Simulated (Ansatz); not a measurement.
# Ligand exchange: CH3I + Ta(OH)3O → HOI + Ta(CH3)(OH)2O

Species: CH3I (methyl iodide) `CI`, singlet; Ta(OH)3O, singlet; HOI (hypoiodous acid) `OI`, singlet; Ta(CH3)(OH)2O, singlet. The partners trade CH3 for OH: I–CH3 and Ta–OH bonds give way to I–OH and Ta–CH3.

Shapes, held fixed at every level: PBE0-D4/def2-TZVP. Flexible molecules stand in one conformer, not always the lowest. Programs: Ansatz 0.2.0. The zero-point and thermal change to 298 K, harmonic and unscaled (PBE0-D4/def2-TZVP), is -1.5 kJ/mol.

| level | kind | ΔH(298 K) (kJ/mol) | less CCSD(T)/def2-TZVPP |
| --- | --- | --- | --- |
| HF/def2-SVP | Hartree–Fock | +237.9 | +34.0 |
| HF/def2-TZVPP | Hartree–Fock | +228.4 | +24.5 |
| B3LYP-D4/def2-TZVPP | global hybrid | +198.7 | -5.2 |
| wB97M-V/def2-TZVPP | range-separated hybrid | +201.9 | -2.0 |
| B2PLYP/def2-TZVPP | double hybrid | +205.5 | +1.6 |
| MP2/def2-TZVPP | perturbation theory | +216.4 | +12.5 |
| CCSD(T)/def2-SVP | coupled cluster or CI | +214.9 | +11.0 |
| CCSD(T)/def2-TZVPP | coupled cluster or CI | +203.9 | 0.0 |

The highest level, CCSD(T)/def2-TZVPP, gives ΔH(298 K) = +203.9 kJ/mol; the levels span +198.7 to +237.9. The column of differences is taken from that level and isn't an error. No measured value is set beside it here. For atoms past krypton def2 sets carry core potentials with scalar relativity. Outer-core shells of I, Ta are correlated in most correlated rows, in sets that cover them unevenly.

The exchange is strongly endothermic at every level, so enthalpy favours the reverse direction, in which HOI turns the Ta–CH3 bond back into Ta–OH. The main cause lies at the metal. Tantalum(V) is a hard, electropositive d0 centre, and hydroxide gives it a strongly polar σ bond reinforced by π donation from oxygen lone pairs into empty 5d orbitals. Methyl has no such lone pair and forms a weaker, less polar bond. Iodine offers little compensation, since I–C and I–O single bonds are both weak and of similar strength.

Hartree–Fock exaggerates the cost, and MP2 recovers only about half of the correlation correction in the larger basis. This suggests that correlation favours the products, probably through the electron-rich O–I bond and the more covalent Ta–C bond. The two hybrids and the double hybrid lie close to the coupled-cluster value, but enlarging the basis shifts CCSD(T) by more than any of their deviations, so their order of closeness doesn't establish a ranking of accuracy.
